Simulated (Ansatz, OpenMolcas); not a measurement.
A ladder of methods for CH7AlSi (SMILES [CH3][AlH][SiH3])

CH7AlSi has 10 atoms, charge 0, and is taken as a singlet. As SMILES, `[CH3][AlH][SiH3]`. The coordinates come from a PBE0-D4/def2-TZVP relaxation.

Quantity: the HOMO–LUMO gap, in eV. The values are calculated.

| level | kind | program | value (eV) |
| --- | --- | --- | --- |
| BLYP/cc-pVDZ | GGA | OpenMolcas | 3.76 |
| revPBE/cc-pVDZ | GGA | OpenMolcas | 3.83 |
| M06-L/cc-pVDZ | meta-GGA | OpenMolcas | 4.42 |
| r2SCAN/cc-pVDZ | meta-GGA | Ansatz | 4.27 |
| B3LYP/cc-pVDZ | global hybrid | OpenMolcas | 5.23 |
| HSE06/cc-pVDZ | range-separated hybrid | Ansatz | 4.84 |
| wB97M-V/cc-pVDZ | range-separated hybrid | Ansatz | 9.23 |
| B2PLYP/cc-pVDZ | double hybrid | Ansatz | 7.57 |

The values span 3.76 to 9.23 eV. Orbital gaps aren't excitation energies, and those of double hybrids come from the SCF part alone; they tend to grow with the share of exact exchange.

The semilocal functionals place the gap between 3.76 and 4.42 eV, with both meta-GGAs above both GGAs. Among the hybrids, the range over which exact exchange acts seems to matter as much as its amount: HSE06 falls below B3LYP, while wB97M-V lies well above even B2PLYP, probably because HSE06 screens out the long-range exchange that wB97M-V keeps in full.

Chemically, the frontier levels probably reflect the three-coordinate aluminium centre. Its formally empty 3p orbital is a natural candidate for the main component of the LUMO, while the Al–Si σ bond, between two electropositive atoms, should lie higher than the Al–C bond and so suggests itself for the HOMO. That picture would fit the Lewis acidity expected of such an alane, but the gaps alone can't confirm it. Nor does the spread establish a best value for the fundamental gap, for which separately computed ionisation energy and electron affinity would be the proper test.
